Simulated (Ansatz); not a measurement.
## From Si(GeH3)F3 to Si(GeH3)Cl3: predicting a member

Gas-phase molecules. On one Si centre that keeps GeH3, n of the F ligands are replaced by Cl. The atomisation energy (no zero-point term) y in kJ/mol at CCSD(T)/def2-TZVPP. Shapes: PBE0-D4/def2-TZVP. Programs: Ansatz 0.2.0.

| molecule | n | y (kJ/mol) |
| --- | --- | --- |
| Si(GeH3)F3 | 0 | 2841 |
| Si(GeH3)ClF2 | 1 | ? |
| Si(GeH3)Cl2F | 2 | 2459 |
| Si(GeH3)Cl3 | 3 | 2275 |

**Question.** Fit y = c + s·n to the known rows and predict Si(GeH3)ClF2.

**Answer.** 
1. Means of the 3 rows: n = 1.66667, y = 2525.0.
2. Σ(Δn)² = 4.6667, Σ(Δn·Δy) = -882, so the slope is -882/4.6667 = -189.
3. Intercept: 2525.0 − (-189) × 1.66667 = 2840.0. The largest residual of the fit is 3.0.
4. Si(GeH3)ClF2: 2840.0 + (-189) × 1 = 2651 kJ/mol.

The run gave 2648 kJ/mol, so the prediction is off by +3 kJ/mol, within the largest residual. The steps are nearly additive. The slope is the difference between a Si–Cl and a Si–F bond. Other levels give for Si(GeH3)ClF2: PBE-D4/def2-TZVPP 2711; r2SCAN0-D4/def2-TZVPP 2665; MP2/def2-TZVPP 2714 kJ/mol. Spin-orbit coupling of the free atoms (F 2, Cl 4 kJ/mol each; the atoms kept shift only the intercept) is left out. Coupled cluster in double- or triple-zeta sets underbinds by a few per cent against its basis-set limit. Relativity is left out for Ge. Outer-core shells of Ge are correlated, in sets that cover them unevenly.

Replacing F by Cl weakens the total binding at every step, because the Si–F bond is among the strongest single bonds silicon forms. Fluorine is more electronegative and its compact 2p shell allows a short, strongly polar bond, whereas the larger, more diffuse 3p shell of chlorine gives a longer bond with less ionic stabilisation.

The small departure from additivity is systematic: each further replacement costs slightly less than the one before, so both mixed halides fall just below the fitted line and the two end members just above it. This suggests a modest extra stabilisation when several fluorines share the silicon, probably from the more positive centre and from lone-pair donation into neighbouring Si–F σ* orbitals.

The close prediction supports near-transferable substitution increments, not the absolute atomisation energy, on which the methods differ far more than the fit errs. Likewise, the near-coincidence of PBE and MP2 is no sign of convergence. The slope is an average exchange energy that includes the relaxation of the rest of the molecule, so it doesn't give the dissociation energy of either bond.
